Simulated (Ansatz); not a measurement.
Piezoelectric response of La₂BrClO₂ in the P4mm structure, calculated with Ansatz

Space group P4mm (No. 99), 6 atoms in the cell of the first input below: a = 4.087 Å, b = 4.087 Å, c = 7.137 Å, α = 90.00°, β = 90.00°, γ = 90.00°.

The structure comes from the Materials Project database of computed cells (whether it is a measured phase wasn't checked), relaxed without spin–orbit coupling to zero pressure (pressure 0.0 GPa with this functional, without spin–orbit coupling). Functional: PBEsol.

Input:

```yaml
crystal:
  lattice:
    - [4.0868354027, 0.0, 0.0]
    - [0.0, 4.0868354027, 0.0]
    - [0.0, 0.0, 7.1369555638]
  atoms:
    - { symbol: Br, position: [0.5, 0.5, 0.3722447508] }
    - { symbol: Cl, position: [0.0, 0.0, 0.6418041621] }
    - { symbol: La, position: [0.0, 0.0, 0.1639462903] }
    - { symbol: La, position: [0.5, 0.5, 0.8273410614] }
    - { symbol: O, position: [0.5, 0.0, 0.9973318678] }
    - { symbol: O, position: [0.0, 0.5, 0.9973318678] }
basis:
  ecutwfc: 420
  ecutrho_ratio: 4
kpoints:
  mp_grid: { grid: [8, 8, 4] }
hamiltonian:
  xc: pbesol
scf:
  occupations: { method: fixed }
output:
  forces: true
  stress: true
  eigenvalues: true
  polarization: {}
elastic:
  mode: relaxed_ion
  stencil: two_point
```

```bash
ansatz run input.yaml --threads 8 --pin off --max-ram 15360MiB --backend cpu --events-out ev --progress --plain --runs-dir out
```

Time: 3.8 min on 8 threads of Arm Neoverse V1, on a shared host, peak memory 0.63 GiB.

Elastic constants with relaxed ions (GPa, engineering shears):

```json
{"": "xx", "xx": "139.1", "yy": "49.9", "zz": "47.7", "yz": "0.0", "xz": "0.0", "xy": "0.0"}
{"": "yy", "xx": "49.9", "yy": "139.1", "zz": "47.7", "yz": "0.0", "xz": "0.0", "xy": "0.0"}
{"": "zz", "xx": "47.7", "yy": "47.7", "zz": "63.3", "yz": "0.0", "xz": "0.0", "xy": "0.0"}
{"": "yz", "xx": "0.0", "yy": "0.0", "zz": "0.0", "yz": "32.6", "xz": "0.0", "xy": "0.0"}
{"": "xz", "xx": "0.0", "yy": "0.0", "zz": "0.0", "yz": "0.0", "xz": "32.6", "xy": "0.0"}
{"": "xy", "xx": "0.0", "yy": "0.0", "zz": "0.0", "yz": "0.0", "xz": "0.0", "xy": "57.4"}
```

Proper piezoelectric stress tensor e (C/m²):

|  | xx | yy | zz | yz | xz | xy |
| --- | --- | --- | --- | --- | --- | --- |
| x | 0.000 | 0.000 | 0.000 | 0.000 | 0.184 | 0.000 |
| y | 0.000 | 0.000 | 0.000 | 0.184 | 0.000 | 0.000 |
| z | -0.136 | -0.136 | -0.532 | 0.000 | 0.000 | 0.000 |

Signs follow the polarity of the cell as typed: the inverted crystal has all signs reversed.

Which piezoelectric strain constant d is largest in size (symmetry may tie others with it)?

d = e C⁻¹ gives d(z; zz) = -11.8 pC/N.

```json
{"": "x", "xx": "0.0", "yy": "0.0", "zz": "0.0", "yz": "0.0", "xz": "5.6", "xy": "0.0"}
{"": "y", "xx": "0.0", "yy": "0.0", "zz": "0.0", "yz": "5.6", "xz": "0.0", "xy": "0.0"}
{"": "z", "xx": "2.3", "yy": "2.3", "zz": "-11.8", "yz": "0.0", "xz": "0.0", "xy": "0.0"}
```

Caveats: no phonons were computed, so distortions that enlarge the cell are untested, and the real phase may be another, perhaps a centrosymmetric one without piezoelectricity; no spin-orbit coupling, which matters for these elements.

The largest strain response lies along the polar axis because a sizeable e(z; zz) of -0.532 C/m² meets a soft lattice: the stiffness is 63.3 GPa along c against 139.1 GPa in the plane. The softness probably reflects weak contact between facing Br and Cl sheets, compared with the strongly bonded La–O layers, though the functional's treatment of dispersion could also affect it. The transverse constant d(z; xx) is positive although e(z; xx) is negative, since elastic coupling between c and the plane outweighs the direct transverse term. A field that shortens c therefore widens the layers.

The polarity itself stems from chemical order. With a single halide, the matlockite-type structure of the lanthanum oxyhalides is centrosymmetric; placing Br on one side of each La–O layer and Cl on the other removes the inversion centre. This suggests a piezoelectric whose polar direction is fixed by composition, so the response is no evidence of switchable ferroelectricity, and random mixing of the halides would tend to cancel it.
